Q: I have the ten lowest calculated excitations of a trisilane carrying an acetyl group. Why does the first state stand apart, while those above it crowd together with such uneven strengths?

The ten lowest vertical singlet excitations of CC(=O)[SiH]([SiH3])[SiH3] (C2H10OSi3, point group Cs) in the gas phase, calculated with PySCF 2.14.0 by TDDFT at CAM-B3LYP/def2-SVPD with density fitting and a frozen core, on the PBE0-D3(BJ)/def2-SVP geometry. From and to name the leading orbital pair; n/a means that the upper orbital's energy was not listed.

```tsv
state	from	to	energy (eV)	f	weight of the pair	orbital energy difference (eV)
1	HOMO	LUMO	3.60	0.002	0.92	8.14
2	HOMO-1	LUMO	6.02	0.011	0.45	9.09
3	HOMO-1	LUMO	6.31	0.078	0.48	9.09
4	HOMO	LUMO+4	6.47	0.000	0.47	n/a
5	HOMO-2	LUMO	6.60	0.001	0.34	10.03
6	HOMO	LUMO+2	6.75	0.217	0.45	9.23
7	HOMO	LUMO+3	6.80	0.021	0.60	n/a
8	HOMO-1	LUMO+4	6.91	0.059	0.40	n/a
9	HOMO-1	LUMO+1	7.13	0.237	0.27	9.96
10	HOMO	LUMO+5	7.19	0.001	0.66	n/a
```

A: Start with what a row means. Each state is a mixture of jumps from a filled to an empty orbital, and the table names the leading pair and its weight. HOMO and LUMO are the highest filled and lowest empty orbitals, and $f$ is the oscillator strength, which measures how strongly light drives the excitation. For a single pair, roughly,

$$E \approx \Delta\varepsilon - J + 2K,$$

where $\Delta\varepsilon$ is the orbital energy difference, $J$ the attraction between the electron and the hole it leaves, of which CAM-B3LYP counts only a part, and $K$ an exchange repulsion, which counts twice in a singlet. Pairs of similar energy then mix.

Q: Couldn't I just subtract a constant from the orbital energy difference?

A: State 1 lies 4.54 eV below its orbital energy difference. The same shift would put state 2 at $9.09-4.54=4.55$ eV, but it lies at 6.02 eV. The attraction depends on where the two charges sit. If they are far apart, $J$ is small and the excitation stays close to $\Delta\varepsilon$; if both are squeezed onto a few atoms and $K$ is small, it falls far below.

In state 1 both are mostly on the carbonyl group: the HOMO is an oxygen lone pair with some of the carbon–silicon bond mixed in, the LUMO the π* orbital of the C=O bond. HOMO-1 instead belongs to the silicon–silicon bonds, so a jump from there to the LUMO carries charge from the silane to the carbonyl.

Q: But that second jump is spread over two states. How do you give it one energy?

A: By averaging the state energies with the weights of the pair, which approximately undoes the mixing. HOMO-1 to LUMO has weight 0.45 in state 2 and 0.48 in state 3:

$$\frac{0.45\times 6.02+0.48\times 6.31}{0.45+0.48}=6.17\ \text{eV}.$$

This is $9.09-6.17=2.92$ eV below the orbital energy difference, a much smaller drop than in state 1. The small part of the pair that lies in other states makes the average uncertain by perhaps a tenth or two of an eV, too little to close the gap. Of the 2.42 eV between states 1 and 2, the orbital energies account for 0.95 eV; the other 1.47 eV comes from attraction, exchange and mixing.

Q: So an electron and hole on the same group always give a low state?

A: No. HOMO-1 to LUMO+1 stays mostly within the silane, yet its averaged drop is only 3.1 eV. Theory offers two reasons, which these numbers don't separate: the charges spread over three silicon atoms, which weakens $J$, and their overlap can make $K$ large. In the carbonyl jump the charges are close together, but the lone pair lies in the mirror plane and the π* orbital stands perpendicular to it, so $K$ is small.

The same geometry makes state 1 faint. On oxygen, the product of two perpendicular p orbitals has no dipole for light to act on. Ordinary ketones have the same faint first band, but at higher energy; the accepted reason is that silicon next to the carbonyl raises the lone-pair level, though the table holds no ketone to test it. In this calculation the weak absorption falls near 340 nm, and strong absorption comes only below about 200 nm.

Q: Why is state 1 so pure when the others are mixtures?

A: Only pairs of the same mirror symmetry can mix. The next pair with the symmetry of HOMO to LUMO has an orbital energy difference at least 1.09 eV larger, and the large drop of HOMO to LUMO widens the distance: the next state of that symmetry, state 5, lies 3.00 eV above state 1. In the other symmetry class, three pairs lie within a quarter of an eV of each other. Two of them, HOMO-1 to LUMO and HOMO to LUMO+1, have almost equal averaged energies and enter state 2 in nearly equal parts.

Q: Then why is state 4 dark and state 6 bright, if they contain the same jumps?

A: The likely reason is that the signs differ. Both states consist mostly of HOMO to LUMO+2 and HOMO to LUMO+4. Two different states must be orthogonal, and the weights allow this only if one contains roughly the sum of the two jumps and the other their difference. The dipoles of the jumps can then add in state 6, with $f=0.217$, and cancel in state 4. States 2 and 3 also combine their two shared jumps with opposite signs, but state 3 contains some HOMO to LUMO+2 as well, the leading jump of state 6, and may borrow part of its strength from it.

Q: And state 5? It has a larger orbital energy difference than state 6 but lies lower.

A: Its label covers only a third of it. The leading pair, HOMO-2 to LUMO, has an averaged drop of about 3.3 eV, against 2.7 eV for the leading pair of state 6, and this offsets much of its larger orbital energy difference. It ends up near 6.8 eV, perhaps somewhat higher since about a fifth of the pair is missing from the average. Mixing with other pairs of its symmetry then pushes one combination down to 6.60 eV, while state 6 is the upper partner of state 4. Nor does a purer state have to be brighter: state 9 is the brightest with a leading weight of only 0.27, probably because the dipoles of its several jumps add, while state 10, at 0.66, is almost dark.

Q: How far would you trust the details?

A: The isolation of state 1 is much safer than the pattern above it. From LUMO+1 upwards the empty orbitals have positive energies and shift with the basis set, so the mixtures and their strengths may shift as well. States 6 and 7 are only 0.05 eV apart, and their order could change with the functional. The averages and the sign test are in the output below.

The analysis program printed:

```
States by symmetry and moment:
  row  energy eV  orbital difference less energy eV  transition moment au  cosine to mirror normal
    1        3.6                               4.54                0.1669                        1
    2       6.02                               3.07                0.2757                 0.003879
    3       6.31                               2.78                 0.711                 0.003087
    4       6.47                                n/a               0.04491                  0.01319
    5        6.6                               3.43               0.09426                   0.9998
    6       6.75                               2.48                 1.145                0.0003022
    7        6.8                                n/a                0.3571                   0.9998
    8       6.91                                n/a                0.5881                   0.9999
    9       7.13                               2.83                 1.166                        1
   10       7.19                                n/a               0.06918                  0.07566
Averaged energy of pair HOMO-1 to LUMO (eV): 6.17
Averaged energy of pair HOMO to LUMO+1 (eV): 6.192
Orbital difference less averaged energy, HOMO-1 to LUMO (eV): 2.92
Orbital difference less averaged energy, HOMO to LUMO+1 (eV): 2.817
Orbital difference less averaged energy, HOMO to LUMO+2 (eV): 2.65
Orbital difference less averaged energy, HOMO-1 to LUMO+1 (eV): 3.093
Orbital difference less averaged energy, HOMO-2 to LUMO (eV): 3.273
Weight of HOMO-1 to LUMO found in the listed states: 0.93
Weight of HOMO-2 to LUMO found in the listed states: 0.78
Same drop for HOMO to LUMO if its missing weight sat at the top listed state (eV): 4.253
Energy of state 2 less state 1 (eV): 2.42
Part of it from the orbital differences (eV): 0.95
Part left for attraction, exchange and mixing (eV): 1.47
Spread of orbital difference over the three close in-plane pairs (eV): 0.2215
Least distance from HOMO to LUMO to the next pair of its symmetry (eV): 1.09
States 2 and 3, overlap from the two shared pairs if signs were alike: 0.8237
States 2 and 3, most that the remaining weight could cancel: 0.1622
States 4 and 6, overlap from the two shared pairs if signs were alike: 0.7554
States 4 and 6, most that the remaining weight could cancel: 0.2288
```
